A chemist choosing between Mg, Zn, Si, Ge and Sn for a two-coordinate centre has to decide whether the frontier levels of an uncomputed member can be interpolated from electronegativity, or whether each element needs its own calculation. For the nine molecules below, computed with a hybrid functional in a triple-zeta basis, interpolation fails. A row predicted from the other eight misses by up to 0.5 eV in the HOMO, 0.6 eV in the LUMO and 0.9 eV in the gap, while all nine gaps lie between 4.75 and 5.84 eV. The largest misses have likely causes, and those suggest what to look at in place of electronegativity.

Ansatz 0.2.0, restricted B3LYP-D4/def2-TZVPP (def2 core potential on Sn) at PBE0-D4/def2-TZVP geometries. Isolated molecules in three frames, in each of which one atom (the marked atom, * in the frame's SMILES) runs through several elements. Electronegativities are Pauling's tabulated values, and charges are Mulliken charges.

```
 formula  frame   *   Z  electronegativity  point group  mean bond of the marked atom (Å)  sum of bond angles at the marked atom (°)  HOMO (eV)  LUMO (eV)  gap (eV)  charge of the marked atom (e)
CH3BrMgO  CO*Br  Mg  12              1.310          C3v                             2.037                                        180      -7.23      -1.75      5.48                           0.95
CH3BrOSi  CO*Br  Si  14              1.900           Cs                             1.960                                        103      -7.12      -2.16      4.96                           0.35
CH3BrOSn  CO*Br  Sn  50              1.960           Cs                             2.251                                         99      -7.52      -2.76      4.75                           0.74
 CH3FMgO   CO*F  Mg  12              1.310          C3v                             1.751                                        180      -7.19      -1.74      5.45                           1.09
 CH3FOSi   CO*F  Si  14              1.900           Cs                             1.625                                        102      -7.41      -1.62      5.79                           0.43
 CH3FGeO   CO*F  Ge  32              2.010           Cs                             1.766                                         99      -8.00      -2.16      5.84                           0.62
 BrH2MgN   N*Br  Mg  12              1.310          C2v                             2.104                                        180      -6.45      -1.58      4.87                           0.81
 BrH2NZn   N*Br  Zn  30              1.650          n/a                             2.024                                        175      -7.12      -1.31      5.80                           0.43
 BrGeH2N   N*Br  Ge  32              2.010           Cs                             2.091                                         96      -7.20      -2.12      5.08                           0.44
```

The frame is the molecule with the marked atom * left open: methoxide and bromide, methoxide and fluoride, or amide and bromide. $Z$ is the atomic number of the marked atom. HOMO and LUMO are the Kohn–Sham energies of the highest filled and lowest empty orbital, the gap is their difference, and the charge is the Mulliken charge. The marked atom has two neighbours, so the sum of bond angles is a single angle. The mean bond averages two unlike bonds (Si–O 1.61 Å and Si–Br 2.30 Å in CH3BrOSi) and should not be compared across frames; the separate lengths used below come from the coordinates of the same calculations and are good to about 0.01 Å.

## The smooth line and what misses it

Electronegativity in Mulliken's sense is $\chi=(I+A)/2$ and hardness is $\eta=(I-A)/2$, with $I$ the ionisation energy and $A$ the electron affinity. If both frontier orbitals sat on the marked atom, their energies would be near $-I=-\chi-\eta$ and $-A=-\chi+\eta$. Both would fall as $\chi$ rises, the gap $2\eta$ would not depend on $\chi$ directly, and the atom would give up less charge. The model is therefore

$$y=a_{\rm frame}+b\,\chi ,$$

with one offset per frame and a common slope, fitted by least squares to all nine rows with Pauling's values for $\chi$.

The signs come out as argued. The slopes are $-0.72$ eV per unit for the HOMO, $-0.76$ for the LUMO, $-0.05$ for the gap and $-0.66$ e per unit for the charge. A Pauling unit corresponds to roughly 3 eV on Mulliken's scale (a rough recalled figure), so the level slopes are about a quarter of what orbitals on the marked atom would give, a first sign that they are not such orbitals throughout. The root-mean-square scatter about the line is 0.20 eV for the HOMO, 0.25 eV for the LUMO, 0.31 eV for the gap and 0.14 e for the charge, some thirty to sixty times the $\pm0.005$ to which the entries are rounded.

With three rows per frame, a fit spreads one row's break over its two partners, so shifts between pairs in one frame size the breaks more cleanly. Three stand out.

Silicon lies too high. Both Si rows are above the line in HOMO and LUMO, by 0.2 to 0.3 eV, and below it in charge by about 0.2 e. From Si to Sn the line predicts a LUMO shift of $-0.76\times0.06=-0.05$ eV and the table gives $-0.60$ eV. From Si to Ge it predicts $-0.08$ eV for both levels, against $-0.59$ eV for the HOMO and $-0.54$ eV for the LUMO. Tin's large departures from the line in LUMO and charge are the other side of the same pair.

Zinc moves its LUMO the wrong way. From Mg to Zn the line predicts $-0.76\times0.34=-0.26$ eV and the table gives $+0.27$ eV; the HOMO meanwhile drops by 0.67 eV, so the gap opens by 0.93 eV, the largest gap shift within any frame.

The shift from Mg to Si is not transferable. The HOMO moves by $+0.11$ eV in the bromide and $-0.22$ eV in the fluoride, the LUMO by $-0.41$ and $+0.12$ eV. If each level were a sum of one number per element and one per frame, the shift could not change sign in this way.

## Two kinds of molecule under one heading

The angle column sorts the rows into two groups. Mg and Zn are linear or nearly so (175 to 180°): both valence electrons go into the two bonds and none remain on the metal. Si, Ge and Sn are bent (96 to 103°): two of the four valence electrons stay as a lone pair in the molecular plane, and the p orbital perpendicular to the plane is formally empty. These are divalent tetrylenes, the heavy analogues of carbenes. HOMO and LUMO then name different orbitals in the two groups. The characters assigned here are inferred from degeneracies, shapes and the response to substitution, together with standard bonding theory.

For Mg the evidence is direct. The HOMO of CH3FMgO is a degenerate pair, as the two perpendicular lone pairs on oxygen must be when C, O, Mg and F lie on a threefold axis. The LUMO of both Mg methoxides is a single level with a degenerate pair 1.74 eV (bromide) or 2.08 eV (fluoride) above it. An empty p orbital perpendicular to the axis would come in a pair, so the single level is of $\sigma$ type, mostly Mg 3s. Those higher levels lie near or above zero and their energies depend on the basis; only their degeneracy is used here. In BrH2MgN the HOMO is single and lies 1.41 eV above a close pair near $-7.85$ eV, the pattern of a nitrogen lone pair over two bromine lone pairs.

Swapping the halogen separates the groups sharply. From Br to F the Mg levels move by only 0.04 and 0.01 eV, which is no trend at all, whereas the Si HOMO falls by 0.29 eV, the Si LUMO rises by 0.54 eV and the gap widens by 0.83 eV. A likely reason is that an ionic Mg centre decouples the halogen from the oxygen lone pairs, while silicon's orbitals overlap both neighbours. Either way the change of sign from Mg to Si follows: the Mg reference stands still while the Si levels move with the frame.

Replacing $\chi$ by a step between linear and bent does not rescue a single smooth description. With the same four parameters and the same least-squares fit the scatter is 0.25 eV for the HOMO and 0.23 eV for the LUMO, no better overall, because members of one class still differ so much: Mg from Zn in the HOMO, and the three tetrylene elements in both levels. Fitting slope and step together sends the HOMO coefficients to $-2.22$ and $+0.99$, large and opposed, since nearly all that distinguishes the two terms is the single Zn row. Those numbers carry no physical meaning.

## The tetrylene LUMO and $\pi$ donation

Each neighbour of the bent centre has a filled p orbital perpendicular to the plane, of the same symmetry as the empty p. In all four methoxides the carbon lies in that plane, on the same side as the halogen, so the oxygen orbital is aligned. Take the empty level at $\varepsilon$, a filled donor level a distance $\Delta$ below it, and a coupling $V$. The upper root of the two-level problem is

$$E_+=\varepsilon-\frac{\Delta}{2}+\sqrt{\frac{\Delta^2}{4}+V^2}\;\approx\;\varepsilon+\frac{V^2}{\Delta}\qquad(V\ll\Delta).$$

At this order the pushes of the two neighbours add. Harrison's scaling makes $V$ proportional to $d^{-2}$ for a bond of length $d$, and with one $\Delta$ for all donors

$$E_{\rm LUMO}=\varepsilon+K\left(d_1^{-4}+d_2^{-4}\right).$$

Harrison's $\pi$ coupling is roughly 2 eV at 1.6 Å (a rough recalled size), and the donor levels lie several eV down, so a push of some tenths of an eV per short bond is the expected order. A straight-line least-squares fit to the four methoxy tetrylenes gives $K=5.67$ eV Å$^4$ and $\varepsilon=-3.27$ eV. The amide was kept out of the fit because nitrogen's lone pair lies higher than oxygen's and so has a different $\Delta$.

For CH3FGeO, one of the fitted rows, the bonds are Ge–O 1.76 Å and Ge–F 1.77 Å. Then $1.76^{-4}=0.104$ and $1.77^{-4}=0.102$, summing to 0.206 Å$^{-4}$, and

$$E_{\rm LUMO}=-3.27+5.67\times0.206=-2.10\ \text{eV},$$

which is 0.06 eV above the table's $-2.16$ eV. The model accounts for a coincidence that electronegativity cannot: CH3BrOSi has the same LUMO, $-2.16$ eV, because a short Si–O bond with a long Si–Br bond gives a similar sum, 0.183 Å$^{-4}$, to two middling bonds at Ge, though the formula still puts the two levels 0.13 eV apart. For the halogen swap at Si, both rows fitted, it gives $5.67\times(0.290-0.183)=0.61$ eV against the computed 0.54 eV.

The scatter of the four rows about this line is 0.05 eV. An error of 0.01 Å in both bonds of CH3FOSi changes the sum by $4\times0.01/1.62$, about 2.5 %, and the prediction by $0.025\times0.290\times5.67=0.04$ eV, yet that row fits best. The largest residuals, $+0.07$ eV for CH3BrOSi and $-0.06$ eV for CH3FGeO, are two to three times what the same error gives there, so the simple form has a misfit of its own. The B3LYP forces at these PBE0 geometries reach a few tenths of an eV/Å, which implies bond shifts of about 0.01 Å on re-optimisation, and somewhat more for the soft bonds to bromine. Two parameters for four points is a weak test. An exponent of 2 in place of 4 leaves 0.08 eV of scatter and moves $\varepsilon$ to $-4.06$ eV, so the data fix neither the exponent nor the unperturbed level, and the absolute size of the push cannot be read from the fit.

The held-out row misses in the direction that a smaller $\Delta$ would give. BrGeH2N has a sum of 0.126 Å$^{-4}$, the formula gives $-3.27+5.67\times0.126=-2.56$ eV, and the table has $-2.12$ eV, about 0.4 eV higher with either exponent. The nitrogen there is planar (angle sum 360°), the shape that aligns its lone pair with the empty p. A smaller $\Delta$ and a stronger push is the natural reading, drawn from this one row. The same miss shows how crude a single $\Delta$ is. Fluorine's lone pairs lie deeper than oxygen's and bromine's lie closer, so the good fit to O, F and Br with one $K$ probably hides some cancellation between $\Delta$ and the true distance dependence.

The evidence for $\pi$ donation is not equally strong everywhere. In the halogen swap the two Si levels move in opposite directions, which a common shift of the potential cannot do. The silicon core levels of the same runs do lie about 0.3 eV higher in the fluoride, however, so the potential at silicon may supply about half of the LUMO's rise, and only the rest needs a push from the short-bonded donor. Low-lying empty functions on bromine may also pull the bromide's LUMO down, which is a guess. From Si to Ge, by contrast, HOMO and LUMO fall together and the gap changes by only 0.05 eV, so a common deepening of the potential at the heavier centre would fit as well, and the bond-length formula would absorb it unnoticed. The C–O–Si angles are wider than those at the heavier partner (138° against 133° for Sn, 133° against 129° for Ge, each to about 2°), but the ionic Mg methoxides have 180°, so a wide angle does not by itself indicate $\pi$ bonding.

## The tetrylene HOMO

In the two silylenes the HOMO stands alone, 1.08 eV (bromide) and 1.52 eV (fluoride) above the next filled level, as expected of a lone pair on silicon. Its energy depends on how much s character it has, since the valence s level lies several eV below the p. Down the group the s and p orbitals match less well in radius and hybridise less: the bonds become more purely p, the angle closes towards 90° and the lone pair becomes more s-like and deeper. The angles show the first part, 103° to 99° from Si to Sn and 102° to 99° from Si to Ge. Germanium adds the d-block contraction, the poor screening by the filled 3d shell that deepens its 4s level. This fits CH3FGeO having the lowest HOMO in the table, $-8.00$ eV. The two shifts from Si, $-0.59$ eV to Ge and $-0.40$ eV to Sn, belong to different frames and cannot rank Ge against Sn. Tin's core potential also carries scalar relativity, which contracts 5s, while Ge, Zn and Br are treated without it.

The higher HOMO of the bromosilylene does not come from a weaker pull of bromine on the charge: the silicon core levels lie about 0.3 eV deeper in the bromide, which by itself would lower the HOMO. Bromine's in-plane lone pair, near $-8.2$ eV, is close enough to repel the silicon lone pair upwards, which is a possible source. Fluorine's lone pair lies deeper but couples more strongly over its short bond, so these data do not show which push is larger. As the lone pair deepens in Ge and Sn it approaches such ligand levels and presumably mixes with them more. For that reason the similar HOMO shifts from Mg to Ge in two frames ($-0.81$ and $-0.75$ eV) should not be taken as a constant of germanium: they start from an oxygen lone pair in one frame and a nitrogen lone pair in the other, and the agreement may be accidental. BrGeH2N also has the narrowest angle, 96°, with a HOMO of only $-7.20$ eV, so the link between angle and depth does not carry across frames; whether that level is the germanium or the nitrogen lone pair is not settled by these data.

All rows are restricted singlets, the state expected for tetrylenes with $\pi$-donor substituents. The gap of about 5 eV is a difference of Kohn–Sham levels. It is neither an absorption energy nor a singlet–triplet splitting, and both of those are expected to be smaller, because the excited electron is attracted to the hole it leaves.

## Zinc

The zinc break rests on one molecule. Zinc's 4s level is deeper than magnesium's 3s (first ionisation energies of roughly 9 and 8 eV, rough recalled values), which is what the electronegativity line encodes. The LUMO, however, is the antibonding partner of the metal s orbital. A deeper s level lies closer to the ligand $\sigma$ levels and mixes more, and the bonds are shorter: Zn–N 1.82 Å against Mg–N 1.88 Å, Zn–Br 2.23 Å against Mg–Br 2.33 Å. Closeness alone cannot raise the LUMO: with the ligand level and $V$ fixed, the upper root of the two-level problem falls whenever the s level falls. The net rise of 0.27 eV therefore needs something more, most likely the larger $V$ expected at shorter bonds. The lengths and the rise are computed; the link between them is argued.

The HOMO drop can be set against other filled levels of the same calculations. The level next below the HOMO, assigned to bromine, falls by about 0.2 eV from Mg to Zn, while the distance from it to the HOMO shrinks from 1.41 to 0.94 eV. So the nitrogen lone pair falls by nearly 0.5 eV more than the bromine one. The shape changes as well: nitrogen is planar in BrH2MgN and pyramidal in BrH2NZn, with an angle sum of 339°. A pyramidal lone pair gains s character and falls, and a less anionic nitrogen holds it more tightly. The nitrogen 1s level falls by nearly 1 eV, more than the HOMO itself, so the deeper potential at nitrogen would be enough without any help from the shape. Inversion at nitrogen is a soft motion, so this row is the one most likely to change with the functional used for the geometry.

## The charges

Most of what the charge column says belongs to Mulliken's partition. Löwdin charges from the same wavefunctions are 0.68 to 1.35 e lower and negative for the marked atom in every row but CH3FMgO. They also reorder the elements: Sn is more positive than Mg in the bromide frame, and Ge is more positive than both Mg and Zn in the amide frame, where Mulliken makes Zn and Ge equal within 0.01 e. The slope against electronegativity does not survive the change of scheme.

Some orders do survive. Mg stays more positive than Si in both methoxide frames, as the electronegativities suggest. Si is less positive than Sn (by 0.39 e in Mulliken's scheme, 0.45 e in Löwdin's) and than Ge (0.19 and 0.36 e), against the electronegativities, and oxygen is correspondingly less negative next to Si. Charge returned through $\pi$ donation would have this sign. Both schemes, however, divide the density by basis functions, and at short bonds the polarisation functions on silicon can describe density that lies nearer to O or F and is then credited to Si. Their agreement is not independent confirmation, and a partition of the density in real space could reverse the order.

## What to do, and what neighbours would do

Sort candidates by shape first and compare levels only within a class. For a bent centre, a change of donor can upset any estimate of the LUMO from bond lengths, as the amide's miss of 0.4 eV shows. Among the methoxides, short bonds go with a higher level and long bonds with a lower one. On that basis the chlorosilylene should fall between the fluoride and the bromide, and lead near or below tin, though spin–orbit coupling, absent here, splits the p level of lead appreciably. A carbene in the same frame has much shorter bonds and should show the strongest push, probably beyond the range where $V\ll\Delta$ holds. The anti conformers keep the $\pi$ alignment but change the in-plane surroundings of the lone pair, so their HOMO is the level to recheck; the syn forms here need not be the lowest.

For the linear class, the Mg result suggests little halogen dependence while bonding stays ionic. Cadmium and mercury should resemble zinc in covalency, mercury the more so through relativistic contraction of 6s. Calcium to barium bring low empty d orbitals and a tendency to bend, so a further break is likely there. A tetravalent series of Si, Ge and Sn would lack both the lone pair and the empty p, with a $\sigma^*$ LUMO instead.

A functional without exact exchange would narrow the gaps and one with more would widen them, so shifts within a class travel between methods better than absolute levels do. Where a decision turns on less than about half an eV in a level, or about one eV in a gap, compute the molecule itself, inspect the character of both orbitals, check the shape at nitrogen and the triplet, and use a density-based charge if a charge is needed at all.
